## Does one bulk modulus suffice for hexagonal germanium?

A single bulk modulus turns a measured change of lattice spacing into a pressure, and the decision is whether that shortcut is safe for hexagonal germanium. The bulk modulus is the pressure gained per relative loss of volume. If it stays constant, one number serves for squeezed and stretched material alike. If it changes, the calibration needs a second number, and the reason for the change tells how far that calibration can be trusted.

Hexagonal germanium (P6₃/mmc, four atoms per cell) with all cell edges scaled equally and the atoms inside relaxed, calculated with Ansatz 0.2.0 using r2SCAN with spin-orbit coupling, PAW potentials, a plane-wave cutoff of 500 eV, a 12×12×4 k mesh and Fermi-Dirac smearing of 0.02 eV. Pressure and stress are positive in compression.

| volume (Å³/atom) | c/a | shortest distance (Å) | pressure (GPa) | stress xx (GPa) | stress zz (GPa) |
| --- | --- | --- | --- | --- | --- |
| 20.182 | 1.6492 | 2.355 | 11.670 | 11.430 | 12.140 |
| 20.819 | 1.6492 | 2.380 | 8.100 | 7.920 | 8.460 |
| 21.470 | 1.6492 | 2.404 | 5.000 | 4.860 | 5.290 |
| 22.134 | 1.6492 | 2.428 | 2.330 | 2.230 | 2.520 |
| 22.811 | 1.6492 | 2.452 | 0.020 | -0.040 | 0.150 |
| 23.502 | 1.6492 | 2.477 | -1.940 | -1.990 | -1.830 |
| 24.207 | 1.6492 | 2.501 | -3.610 | -3.660 | -3.500 |
| 24.926 | 1.6492 | 2.525 | -5.050 | -5.080 | -4.980 |
| 25.659 | 1.6492 | 2.550 | -6.270 | -6.280 | -6.230 |

### Squeezing and stretching are not mirror images

Two rows carry most of the argument. At 20.182 Å³/atom all cell edges are 4 % shorter than in the row near zero pressure, and the crystal pushes back with 11.67 GPa. At 25.659 Å³/atom they are 4 % longer, and it pulls back with only 6.27 GPa. Equal and opposite changes of length thus meet resistances that differ by a factor of almost two.

The change is gradual. Between the two most compressed rows the stiffness, taken as the pressure change per logarithmic volume change, is 115 GPa. Between the two most expanded rows it is 42 GPa, and it falls at every step in between. Near zero pressure it is 71 GPa, which is the value that a constant-modulus calibration would use.

The ratio c/a is held fixed while the atoms inside the cell relax, and the table shows the shortest distance between atoms growing in step with the cell edges. The series therefore stretches bonds and hardly bends them. The price is a pressure that is not quite uniform: at 20.182 Å³/atom, stress zz exceeds stress xx by 0.71 GPa. The crystal would lengthen along c if it were allowed to, and how much this would change the pressure was not calculated.

### Could it be geometry alone?

The simplest explanation treats the bonds as ideal springs. Pressure is force per area, and a stretched cell spreads the force of its springs over larger faces. Even perfect springs must then look softer in tension than in compression.

To put this into a formula, let x be the length of a cell edge divided by its length at zero pressure. Let V₀ be the volume per atom at zero pressure and B the bulk modulus there. Ideal springs store the energy 4.5 B V₀ (x − 1)² per atom. Since the volume is V₀x³, the pressure, which is minus the change of energy with volume, becomes

P = 3B(1 − x)/x².

This has the right direction but too little strength. For the two end rows the springs give pressures whose sizes differ by a factor of 1.18, whereas the calculated factor is 1.86. The total energies of the same calculations show what is missing. Shortening the edges by 4 % costs 85 meV per atom and lengthening them by 4 % costs 62 meV, while ideal springs would charge the same for both. The energy well itself is lopsided, and no argument about areas can make it so.

### Could the closing band gap soften the crystal?

A more tempting explanation is electronic. The gap between filled and empty states shrinks from 312 meV in the most compressed row to 16 meV at 22.811 Å³/atom and 9 meV in the next row, before larger values return. Over the compressed rows the gap loses 86, 84 and 82 meV from one row to the next, and one more step of that size would carry it about 20 meV below zero. The two levels have therefore probably crossed and swapped order shortly before 22.811 Å³/atom, so that the small values from there on are gaps of the swapped order; the character of the states was not examined. Either way, the crystal comes close to being a metal just where compression turns into tension. It is easy to conclude that bonds weaken because the gap closes.

The order of events speaks against a special effect of the near-closure. Across the four most compressed rows the gap is still about 60 meV or more, yet the stiffness has already dropped from 115 to 88 GPa. Beyond them it continues downward in steps that on the whole become smaller, with no marked extra drop where the gap nearly vanishes.

A sharper test uses only those four rows to fit a smooth pressure curve, the spring law multiplied by an exponential in x. If the near-closure added a softening of its own, this curve should fail for the five larger volumes. It meets them all within 0.025 GPa, although the pressure changes by more than 6 GPa among them. The test is not wholly blind, because the volume of zero pressure was read from rows close to the closure. Nor can it exclude a slow influence of the shrinking gap that is already at work in the four fitted rows, and another form of smooth curve need not come as close. A small trace of the closure may even be visible. The misses are several times the 0.003 GPa scatter of the fit, and the excess of stress zz over stress xx, which falls through the compressed rows, stalls at 0.19, 0.16 and 0.16 GPa around the closure before it drops again. Such a trace is far too small to account for a fall in stiffness from 115 to 42 GPa.

Theory makes the result plausible. The gap closes near the centre of the Brillouin zone, in a small part of the space of electron waves, whereas the pressure sums over all occupied states. The verdict holds for this calculation, whose electronic smearing of 20 meV is wider than the smallest gaps and would blur a very fine feature. The gaps were also read only at selected electron waves, so in the stretched rows the true gaps may be smaller than quoted, and the reopening is not certain. Functionals of this kind also tend to make germanium gaps too small, so the real crystal is expected to reach closure only at a larger volume.

### A bond of finite depth

What remains is the shape of the bond energy. When atoms are pushed together, their electron clouds overlap and the Pauli principle forces electrons into states of higher kinetic energy, so the repulsion climbs steeply. When atoms are pulled apart, the attraction fades, because the energy must level off at that of separate atoms. A spring has neither property: its energy rises equally on both sides and without end.

The universal binding curve, a standard form for the energy of a solid against its spacing, contains both. It multiplies the spring law by one factor:

P = 3B(1 − x)/x² · exp[η(1 − x)], with η² = 9BV₀/E_c.

Here E_c is the cohesive energy, the depth of the well per atom. The number η compares the curvature at the bottom of the well with its depth. A well that is steeply curved but shallow must bend over soon, and its crystal loses stiffness quickly on stretching. For a related crystal, the product of bulk modulus and atomic volume, divided by the cohesive energy, is therefore the quantity to look up.

The row at 20.182 Å³/atom shows how the estimate works. B and V₀ come from the rows around zero pressure, so this row had no part in setting them. With B = 71.2 GPa, or 0.444 eV/Å³, and V₀ = 22.82 Å³, the product 9BV₀ is about 91 eV. The cohesive energy was not calculated here; a rough recalled value for germanium is 3.9 eV per atom. This gives η = √(91/3.9) ≈ 4.8.

The edge ratio is x = (20.18/22.82)^(1/3) ≈ 0.96. The springs alone yield 9.3 GPa, and the factor exp(4.8 × 0.04) ≈ 1.21 raises this to 11.3 GPa. The calculated pressure is 11.67 GPa, so the estimate is 3 % too low where the springs were 20 % too low.

At 25.659 Å³/atom the same factor works the other way. It reduces the tension from the 7.9 GPa of the springs to 6.5 GPa, against a calculated 6.27 GPa. One correction, tied to the depth of the well, thus repairs most of the error on both sides.

It doesn't repair all of it. The universal curve lets the bulk modulus rise by 4.2 GPa per GPa of pressure near zero pressure, while the smooth curve fitted to the four compressed rows gives 4.8. Blaming the recalled cohesive energy would require a well only about 2.8 eV deep, which is an implausibly large correction. More probably the calculated bond is somewhat more lopsided than this simplest form of the universal curve. The fuller form has a small extra term, which is expected to shift the result in the right direction. The numbers show that the well is lopsided, and the amount is consistent with the recalled depth. One material is no sharp test of that link, since a rise near 4 GPa per GPa is common among solids. The division into steep repulsion and fading attraction rests on theory. The analysis printed below gives the model pressures row by row.

### A rule for converting strain into pressure

A constant modulus of 71 GPa, multiplied by the relative volume change, underestimates every clearly compressed row and overestimates the tension in every expanded one. The error is roughly 7 to 10 % of the calculated pressure for each percent of change in edge length. One modulus is therefore acceptable for changes well below one percent. Beyond that, the modulus should be allowed to rise by nearly 5 GPa per GPa of pressure. Because this modulus is a local slope, it must not be multiplied by the whole volume change. Adding up small steps instead gives P = (B/b)[(V₀/V)^b − 1], where b ≈ 4.8 is the rise per GPa. The rule applies when all edges change by the same fraction; a film strained only in its plane needs the separate elastic constants. It also assumes that the crystal keeps its structure: at pressures like that of the most compressed row, ordinary germanium changes into a denser metallic form, which these calculations don't allow.

The analysis program printed:

```
fit of pressure on 4 rows (vol < 22.5): coefficient of 3*(1 - xr)/xr**2*exp(s*(1 - xr)) 70.99 +/- 0.019, s 5.75; rms 0.00293, worst 22.134 -0.00518, leave-one-out rms 0.00671
  rows outside the fit (model, value, miss): 22.811 0.02195, 0.02, 0.00195; 23.502 -1.951, -1.94, -0.0115; 24.207 -3.632, -3.61, -0.0223; 24.926 -5.054, -5.05, -0.00365; 25.659 -6.245, -6.27, 0.0246
Stiffness, gap and pressures of the models:
     row  stiffness from row before GPa  gap meV  springs GPa  universal curve GPa  open-gap fit GPa  zz less xx GPa
  20.182                            n/a    311.6        9.295                11.28             11.67            0.71
  20.819                          114.9    225.5        6.835                7.906             8.101            0.54
   21.47                          100.7    141.4         4.47                4.926             5.002            0.43
  22.134                          87.66    59.55          2.2                2.311             2.325            0.29
  22.811                          76.67    15.83      0.02201              0.02202           0.02195            0.19
  23.502                          65.68    9.104       -2.072               -1.975            -1.951            0.16
  24.207                           56.5    44.38       -4.085                -3.71            -3.632            0.16
  24.926                           49.2    104.2        -6.02               -5.209            -5.054             0.1
  25.659                          42.09    73.49       -7.879               -6.497            -6.245            0.05
volume of zero pressure, Å³/atom: 22.82
bulk modulus near zero pressure, GPa: 71.2
rise of bulk modulus per unit pressure, universal curve: 4.225
rise of bulk modulus per unit pressure, open-gap fit: 4.833
largest over smallest stiffness between neighbouring rows: 2.729
pressure at 4 % shortening over tension at 4 % lengthening, calculated: 1.861
same ratio, springs: 1.18
same ratio, universal curve: 1.737
largest miss of the open-gap fit on the five other rows, GPa: 0.02462
energy cost of 4 % shortening, meV/atom: 85.4
energy cost of 4 % lengthening, meV/atom: 62.03
```
